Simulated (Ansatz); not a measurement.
# ZrTi: the change of energy above lowest point and pressure with volume scale

Results calculated with Ansatz 0.2.0, not measured. Free energy against uniform scaling of the volume at fixed shape and fractions; periodic cell, basis, potentials, k mesh and filling as listed.

The cell before it is scaled or strained (space group P4/mmm, No. 123):
```
CELL_PARAMETERS angstrom
3.12230 0.00000 0.00000
0.00000 3.12230 0.00000
0.00000 0.00000 4.21170
ATOMIC_POSITIONS crystal
Zr 0.50000 0.50000 0.50000
Ti 0.00000 0.00000 0.00000
```

Settings of every row: functional LDA; dispersion none; potentials PAW; wave cutoff 462.59 eV; density cutoff 1850.4 eV; k mesh 7x7x6; k shift 0x0x0; occupations fermi dirac; smearing width 0.1 eV; spin none.

Limits: coarse k mesh, up to 40 meV an atom off; minimum outside the range; the cell comes from a prototype or a list of computed structures and needn't be the stable phase.

```csv
row,volume scale,V (Å³/atom),energy above lowest point (meV/atom),pressure (GPa)
1,0.9406,19.31,0,-2.41
2,0.9703,19.92,15,-5.38
3,1,20.529,40.5,-7.96
4,1.0297,21.139,75.1,-10.21
5,1.0594,21.749,?,?
```

Question: what energy above lowest point and pressure should row 5 give?

Worked fit of energy above lowest point. Take u = (V_r/V)^(2/3) − 1 with V_r = 20.224 Å³ an atom, which is twice the finite (Eulerian) strain; such expansions in the strain, on which the Birch-Murnaghan equation of state is built, carry the rest volume and the bulk modulus. The shown rows have u = 0.03131, 0.01015, -0.00993, -0.02907. Least squares give energy above lowest point = 26.51 − 1274.2 × u + 13655 × u² meV/atom; a straight line predicts inner rows, each left out in turn, worse (root mean square 7.9 against 0.029 meV/atom). All shown rows lie on it to the printed digit. The withheld row has u = -0.04731, so the fit gives 26.51 − 1274.2 × (-0.04731) + 13655 × (-0.04731)² = 117.4 meV/atom.

The calculation gave 117.8 meV/atom. The fit lies 0.4 meV/atom (0.34 % of the column's range) below it; its largest miss of a shown row is 0.0 meV/atom. This row lies beyond the range of the fit.

Worked fit of pressure. Take u = (V_r/V)^(2/3) − 1 with V_r = 20.224 Å³ an atom, which is twice the finite (Eulerian) strain; such expansions in the strain, on which the Birch-Murnaghan equation of state is built, carry the rest volume and the bulk modulus. The shown rows have u = 0.03131, 0.01015, -0.00993, -0.02907. Least squares give pressure = −6.713 + 128.53 × u + 283.6 × u² GPa; a straight line predicts inner rows, each left out in turn, worse (root mean square 0.16 against 0.0025 GPa). All shown rows lie on it to the printed digit. The withheld row has u = -0.04731, so the fit gives −6.713 + 128.53 × (-0.04731) + 283.6 × (-0.04731)² = -12.16 GPa.

The calculation gave -12.15 GPa. The fit lies 0.01 GPa (0.1 % of the column's range) below it, one unit of the last digit. This row lies beyond the range of the fit.
